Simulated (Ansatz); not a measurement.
# Pressure shifts of the zone-centre phonons of HfB2 (AlB2-type) in LDA, from tension to compression

HfB2 stacks honeycomb sheets of boron between layers of hafnium. The metal gives electrons to the boron, and strong covalent B–B bonds hold each sheet together. I ask by how many cm⁻¹ per GPa the four zone-centre modes shift, which shifts most, and where the line bends. The compound is a hard, metallic ceramic for very hot surfaces, and a known pressure shift lets a Raman line, here that of E2g, serve as a gauge of residual stress. The frequencies are harmonic LDA values for the static lattice. Pressure is counted from the cell relaxed at this same level, with compression positive, and shifts are taken against that cell's frequencies.

## Computational details

One crystal, HfB2 (AlB2-type) (known phase). Its volume was then scaled in steps, which gives the pressures listed, with shape and atoms relaxed where symmetry leaves them free. The structures stem from measured cells of the Crystallography Open Database, directly or through a relaxation at another level; cell and atoms were relaxed at zero pressure at each row's own level, inside the symmetry of the start, with no thermal or zero-point expansion. Program: Ansatz 0.2.0, plane waves, LDA, the program's earlier default PAW potentials, scalar-relativistic without spin-orbit coupling, no spin polarisation. Wave-function cutoff 420 eV (the default for the potentials of each cell); on the k meshes (Γ-centred) the least product of divisions and cell-vector length runs from 39 to 43 Å. Occupations: methfessel-paxton smearing of 0.2 eV. Harmonic modes at natural masses come from linear response (density functional perturbation theory), with the acoustic sum rule imposed.

Notes on method and selection:

- Harmonic values at the static lattice; measured values carry thermal expansion and anharmonic shifts at their temperature.
- Modes are followed from row to row by the overlap of their patterns.
- In cells without a Kohn-Sham gap the frequencies depend on k mesh and smearing; errors of a few per cent are possible.
- Spin-orbit coupling is left out; it matters most with heavy elements (here Hf).
- Negative pressure is tension; other phases that would form under pressure are ignored.
- dω/dP = γω₀/B₀, with γ the mode Grüneisen parameter and B₀ = −V dP/dV the bulk modulus.
- Runs that did not converge, have known faults, used another set of PAW files or may not be shown are not listed.

Columns:

- pressure (GPa): hydrostatic pressure of the static lattice, compression positive.
- E1u (cm⁻¹): zone-centre mode E1u, no LO-TO term.
- A2u (cm⁻¹): zone-centre mode A2u, no LO-TO term.
- B1g (cm⁻¹): zone-centre mode B1g, no LO-TO term.
- E2g (cm⁻¹): zone-centre mode E2g, no LO-TO term.
- volume per atom (Å³): volume per atom of the relaxed cell.
- energy (meV/atom): static energy per atom above the relaxed cell.

Input lines of one member:

```
kpoints:
  mp_grid: { grid: [15, 15, 12] }
hamiltonian:
  xc: lda
  pseudopotentials: { kind: paw, azcp: { folder: soft_1 }, xc_functional: pbe }
scf:
  occupations: { method: methfessel_paxton, width: 0.2 }
output:
  eigenvalues: true
phonons:
  method: dfpt
```

Command (options for logging and memory left out): `ansatz run input.yaml --threads 4 --backend cpu`

## Table of results

```
member      pressure (GPa)  E1u (cm⁻¹)  A2u (cm⁻¹)  B1g (cm⁻¹)  E2g (cm⁻¹)  volume per atom (Å³)  energy (meV/atom)
−14.22 GPa  −14.22          420.4       432.7       532.0       768.8       10.08                 26.56
−9.94 GPa   −9.94           432.4       449.8       545.3       789.4       9.89                  12.17
−5.21 GPa   −5.21           444.7       467.2       558.9       810.6       9.70                  3.14
+0.00 GPa   0.00            457.4       485.0       572.8       832.5       9.51                  0.00
+2.81 GPa   2.81            463.9       494.1       579.8       843.8       9.42                  0.83
+5.76 GPa   5.76            470.4       503.4       587.0       855.2       9.32                  3.36
+12.10 GPa  12.10           483.9       522.2       601.6       878.6       9.13                  13.91
+19.11 GPa  19.11           ?           ?           ?           ?           ?                     ?
+26.84 GPa  26.84           512.0       561.5       631.8       927.9       8.75                  59.57
+35.40 GPa  35.40           ?           ?           ?           ?           ?                     ?
```

Cells marked ? are withheld until the estimate has been made.

Least-squares fits to the members shown, with x = pressure (GPa); R² and errors in the fitted variable (y, or ln y where the fit is in ln y):

```
y           members  fit                  R²    rms residual  leave-one-out rms  the same for the mean of the others
E2g (cm⁻¹)  8        y = 829.6 + 3.869 x  0.99  3.6           6.7                54
B1g (cm⁻¹)  8        y = 570.6 + 2.426 x  0.99  2.6           4.8                34
```

## Reading the trend

All four modes harden from each row shown to the next. Around zero pressure I take the slope between −5.21 and +5.76 GPa, a span of 10.97 GPa. For E2g it is (855.2 − 810.6) / 10.97 = 4.07 cm⁻¹ per GPa. The same difference gives (503.4 − 467.2) / 10.97 = 3.30 for A2u, (587.0 − 558.9) / 10.97 = 2.56 for B1g and (470.4 − 444.7) / 10.97 = 2.34 for E1u.

E2g therefore shifts most in cm⁻¹, partly because it starts highest. It stretches the stiff in-plane B–B bonds and moves only light boron. Relative to its own frequency A2u leads, with 3.30 / 485.0 = 0.0068 per GPa against 4.07 / 832.5 = 0.0049 for E2g. In A2u the boron sheets move against the hafnium layers along the stacking axis, so a likely reason is that the Hf–B contacts stiffen faster on compression than the B–B bonds do. E1u slides the same layers past each other and gains only 2.34 / 457.4 = 0.0051 per GPa, so the direction of the motion must matter too.

I find no kink, only a steady flattening. The E2g slope is 20.6 / 4.28 = 4.81 cm⁻¹ per GPa between the two rows under strongest tension and 49.3 / 14.74 = 3.34 between +12.10 and +26.84 GPa. The cause shows in the volume column. Removing 10.08 − 9.89 = 0.19 Å³ per atom takes 4.28 GPa at the tension end but 6.34 GPa between +5.76 and +12.10 GPa, while the gain in E2g for that same volume step grows only from 20.6 to 23.4 cm⁻¹. The crystal becomes harder to compress faster than the mode gains from compression. In $d\omega/dP = \gamma\omega_0/B_0$ with each quantity taken at the pressure in question, it is the growing bulk modulus that bends the line.

The input combines LDA with PAW potentials made for PBE. This, like the k mesh and the smearing, may displace the absolute frequencies more than the shifts.

## Estimating the withheld member

Plain estimates from the members shown:

- +35.40 GPa, fit at x = 35.40: 966.6 cm⁻¹ (an extrapolation)
- +19.11 GPa, fit at x = 19.11: 903.5 cm⁻¹
- +19.11 GPa, straight-line interpolation between +12.10 GPa and +26.84 GPa: w = (19.11 − 12.10) / (26.84 − 12.10) = 0.476, so 878.6 + 0.476 × (927.9 − 878.6) = 902.0 cm⁻¹

The straight-line fit is unsuitable for +35.40 GPa, since at +26.84 GPa it already gives 829.6 + 3.869 × 26.84 = 933.4 cm⁻¹, above the computed 927.9. The interpolation for +19.11 GPa errs the other way, because a chord runs below a curve that flattens.

I work in volume steps instead. From zero upward the pressure increments are 5.76, 6.34, 19.11 − 12.10 = 7.01, 7.73 and 8.56 GPa, each about 1.1 times the one before, so the withheld members fit the same even spacing of 0.19 Å³ per atom.

The E2g step up to +12.10 GPa is 23.4 cm⁻¹, and the next two average 49.3 / 2 = 24.65. Their centre lies 1.5 steps further on, so the growth per step is (24.65 − 23.4) / 1.5 = 0.83 cm⁻¹.

For +35.40 GPa this gives 927.9 + 24.65 + 1.5 × 0.83 = 953.8 cm⁻¹. For +19.11 GPa it gives (878.6 + 927.9) / 2 − 0.83 / 2 = 902.8 cm⁻¹.

I tried the same construction on shown rows. From −9.94, −5.21 and +5.76 GPa it returns 878.6 at +12.10 GPa and 832.5 at zero, both as computed. From −14.22, −9.94 and 0.00 GPa the later two steps average (832.5 − 789.4) / 2 = 21.55 cm⁻¹, which is 21.55 − 20.6 = 0.95 above the first, and the construction returns 832.5 + 21.55 + 0.95 = 855.0 at +5.76 GPa, against 855.2, and 810.6 at −5.21 GPa, as computed. With so few trials I set the errors somewhat wider than these misses, at 0.3 cm⁻¹ for the extrapolation and 0.2 cm⁻¹ for the interpolation.

**Committed estimate, +35.40 GPa: E2g = 953.8 ± 0.3 cm⁻¹.**  
**Committed estimate, +19.11 GPa: E2g = 902.8 ± 0.2 cm⁻¹.**

## The answer

```
member      pressure (GPa)  E1u (cm⁻¹)  A2u (cm⁻¹)  B1g (cm⁻¹)  E2g (cm⁻¹)  volume per atom (Å³)  energy (meV/atom)
+19.11 GPa  19.11           497.7       541.5       616.5       902.8       8.94                  32.37
+35.40 GPa  35.40           526.7       582.0       647.5       953.9       8.56                  96.44
```

```
member      estimate       E2g (cm⁻¹)  computed  estimate − computed  miss in error bars
+35.40 GPa  committed      953.8       953.9     −0.1                 0.3
+35.40 GPa  fit            966.6       953.9     +12.7
+19.11 GPa  committed      902.8       902.8     0.0                  0.0
+19.11 GPa  fit            903.5       902.8     +0.7
+19.11 GPa  interpolation  902.0       902.8     −0.8
```

Both estimates fall inside their error bars. At +35.40 GPa I was 0.1 cm⁻¹ too low, where the straight-line fit was 12.7 too high. At +19.11 GPa I matched the computed value to the printed digit, while the fit missed by +0.7 and the interpolation by −0.8 cm⁻¹.

The argument from equal volume steps held. The last three steps in E2g are 24.2, 25.1 and 26.0 cm⁻¹, close to the steady growth I had assumed. The straight line in pressure failed where it had to extrapolate, because it takes no account of the stiffening crystal.

From the first volume step of the series to the last, the pressure needed doubles (8.56 / 4.28 = 2.00), while the gain in E2g rises only by a factor 26.0 / 20.6 = 1.26. The slope in pressure therefore falls from 4.81 to 26.0 / 8.56 = 3.04 cm⁻¹ per GPa. This supports the growing bulk modulus as the cause of the flattening. It says nothing new about why A2u has the largest relative shift, which remains a conjecture about the Hf–B contacts.

## Where the trend breaks

Least-squares fits to the whole series, with x = pressure (GPa); R² and errors in the fitted variable (y, or ln y where the fit is in ln y):

```
y           members  fit                  R²    rms residual  leave-one-out rms  the same for the mean of the others
E2g (cm⁻¹)  10       y = 829.4 + 3.713 x  0.99  4.4           6.2                63
B1g (cm⁻¹)  10       y = 570.5 + 2.314 x  0.99  3.1           4.4                39
```

Largest departures from the fit to the whole series:

```
member      E2g (cm⁻¹)  fit    computed − fit  in rms residuals
−14.22 GPa  768.8       776.6  −7.8            1.8
+35.40 GPa  953.9       960.8  −6.9            1.6
+5.76 GPa   855.2       850.8  +4.4            1.0
+12.10 GPa  878.6       874.3  +4.3            1.0
```

The largest departures belong to the straight line, not to odd members. E2g lies 7.8 cm⁻¹ below the fit at −14.22 GPa and 6.9 below it at +35.40 GPa, but 4.4 above it at +5.76 GPa and 4.3 above it at +12.10 GPa. Low ends and a high middle are what a line leaves when it is drawn through a curve that flattens.

Under strong tension the crystal is softer, and the local slope of 4.81 cm⁻¹ per GPa is steeper than the fitted 3.713, so the frequency drops below the line. Under strong compression the local slope of 3.04 is shallower than the fitted one, and the frequency falls behind again. The two middle rows are high because the fit balances them against the ends.

Followed in equal volume steps, E2g gains between 0.6 and 0.9 cm⁻¹ more at each step than at the one before, with no jump that would call for a change of bonding or a faulty run.

## Closing remarks

From −14.22 to +35.40 GPa, E2g shifts most in cm⁻¹ in every interval, followed by A2u, B1g and E1u. The bend is gradual and has no single place. Another volume inside this range should be predictable to a few tenths of a cm⁻¹ from its neighbours, against a leave-one-out error of 6.2 for the straight line.

Near zero pressure, a rise of 1 cm⁻¹ in E2g corresponds to 1 / 4.07 = 0.25 GPa of hydrostatic compression. Stress in a real ceramic is often not hydrostatic, and then this factor doesn't apply directly.

As long as the crystal keeps this structure, no omitted effect should rival the span of E2g, 953.9 − 768.8 = 185.1 cm⁻¹, but absolute frequencies are less secure than shifts. A k-mesh and smearing error of 2 %, of either sign, would be about 17 cm⁻¹, or roughly 4 GPa on this scale. A stress gauge should therefore use the shift from a measured stress-free sample, at the same temperature.

[Logs are printed without paths, hosts, clocks, repeated set-up lines and the standing remarks that a program may print on its own settings, such as how far it seeks lower states.]
